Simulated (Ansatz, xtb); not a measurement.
## C4H4F4: which of two isomers lies lower

Structure a: `C/C(=C/F)C(F)(F)F`, a singlet. Structure b: `C/C(F)=C\C(F)(F)F`, a singlet. Both are isolated molecules in the gas phase, relaxed with B3LYP-D3(BJ)/def2-SVP.

Which of the two would you expect CCSD(T)/def2-SVP + ΔMP2/def2-TZVPP electronic energies to favour?

Structure b; the calculation gives E(b) − E(a) = −18.1 kJ/mol.

The same difference at several levels:

```csv
level,geometry,E(b) − E(a) (kJ/mol),departure from the last row (kJ/mol),"job, with rough time for the two"
GFN2-xTB,GFN2-xTB,−17.8,+0.3,"optimisation, 0.15 s"
HF/STO-3G,GFN2-xTB,−8.2,+9.9,"single point, 0.32 s"
r2SCAN-D4/def2-SVP,GFN2-xTB,−18.5,−0.4,"single point, 3.6 s"
B3LYP-D3(BJ)/def2-SVP,B3LYP-D3(BJ)/def2-SVP,−17.9,+0.3,"optimisation, 27 s"
HF/def2-SVP,B3LYP-D3(BJ)/def2-SVP,−18.4,−0.3,part of the CCSD(T) run
MP2/def2-SVP,B3LYP-D3(BJ)/def2-SVP,−13.7,+4.5,part of the CCSD(T) run
CCSD(T)/def2-SVP,B3LYP-D3(BJ)/def2-SVP,−13.1,+5.0,single point
CCSD(T)/def2-SVP + ΔMP2/def2-TZVPP,B3LYP-D3(BJ)/def2-SVP,−18.1,,"single point, 82 s"
```

As drawn, both hold the same kinds of bond in the same numbers.

None of the levels shown reverses the order. The largest departure from CCSD(T)/def2-SVP + ΔMP2/def2-TZVPP is that of HF/STO-3G, 9.9 kJ/mol. The last row adds to CCSD(T) the change of the MP2 difference between the two basis sets, here −5.0 kJ/mol.

With thermal terms from frequencies at re-optimised GFN2-xTB minima (ideal gas, soft modes damped towards free rotors, one conformer each, 298.15 K, 1 atm): the zero-point term adds −0.8 kJ/mol; ΔH is −18.9 and ΔG −19.9 kJ/mol.

The correlated steps freeze 8 core orbitals. Run with Ansatz 0.2.0, xtb 6.7.1; the last row on 4 threads of Arm Neoverse V1 on a shared host.

Structure b is favoured at every level, and the thermal terms slightly reinforce that preference. Since the bond types match, the gap reflects where the substituents sit on the double bond. In b the methyl group shares a carbon with fluorine, where its donation can stabilise the positive charge induced by the polar C–F bond; in a it sits on the other alkene carbon, beside CF3. Isomer a also places the vinylic fluorine cis to CF3, which probably adds repulsion between negatively charged fluorines, whereas b has them trans at the cost of a cis methyl–CF3 contact.

MP2 and CCSD(T) nearly coincide in the small basis, so correlation beyond second order matters less here than the basis-set change of −5.0 kJ/mol. The closeness of HF/def2-SVP to the final value therefore looks like a cancellation of errors. Separating the positional preference from the cis/trans contribution would require the other stereoisomer of each alkene.
